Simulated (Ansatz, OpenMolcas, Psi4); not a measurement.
# How methods differ on CH8Si2 (SMILES [SiH3]C[SiH3])

CH8Si2 has 11 atoms, charge 0, and is taken as a singlet. SMILES: `[SiH3]C[SiH3]`. The shape is that of a PBE0-D4/def2-TZVP optimisation.

Each level gives the HOMO–LUMO gap (eV). The values are calculated.

```tsv
level	kind	program	value (eV)
HF/def2-SVP	Hartree–Fock	OpenMolcas	15.73
SVWN5/def2-SVP	LDA	OpenMolcas	7.22
PBE/def2-SVP	GGA	OpenMolcas	7.41
TPSS/def2-SVP	meta-GGA	OpenMolcas	7.85
BHLYP/def2-SVP	global hybrid	Ansatz	11.57
wB97X-V/def2-SVP	range-separated hybrid	Psi4	13.94
DSD-PBEP86/def2-SVP (density fitting for correlation)	double hybrid	Psi4	13.38
PBE-QIDH/def2-SVP	double hybrid	Ansatz	13.25
```

The values span 7.22 to 15.73 eV. Orbital gaps aren't excitation energies, and those of double hybrids come from the SCF part alone; they tend to grow with the share of exact exchange.

The three semilocal functionals lie close together, from 7.22 to 7.85 eV, while BHLYP gives 11.57 eV and the range-separated and double hybrids cluster between 13.25 and 13.94 eV, still below Hartree–Fock at 15.73 eV. The spread probably arises because nonlocal exchange treats occupied and empty orbitals differently, whereas a semilocal potential largely misses the derivative discontinuity.

Every level nevertheless gives a wide gap, as expected for a saturated molecule with neither lone pairs nor π bonds. The highest occupied orbital is probably a σ combination of Si–C and Si–H bonds, raised relative to that of an alkane by the low electronegativity of silicon. The lowest empty orbital should have σ* character in this compact basis, but such a molecule is not expected to bind an extra electron in a valence orbital. With diffuse functions, the empty level would probably fall towards the continuum, most visibly in Hartree–Fock, so the larger gaps partly reflect confinement by the basis and do not establish a converged fundamental gap.
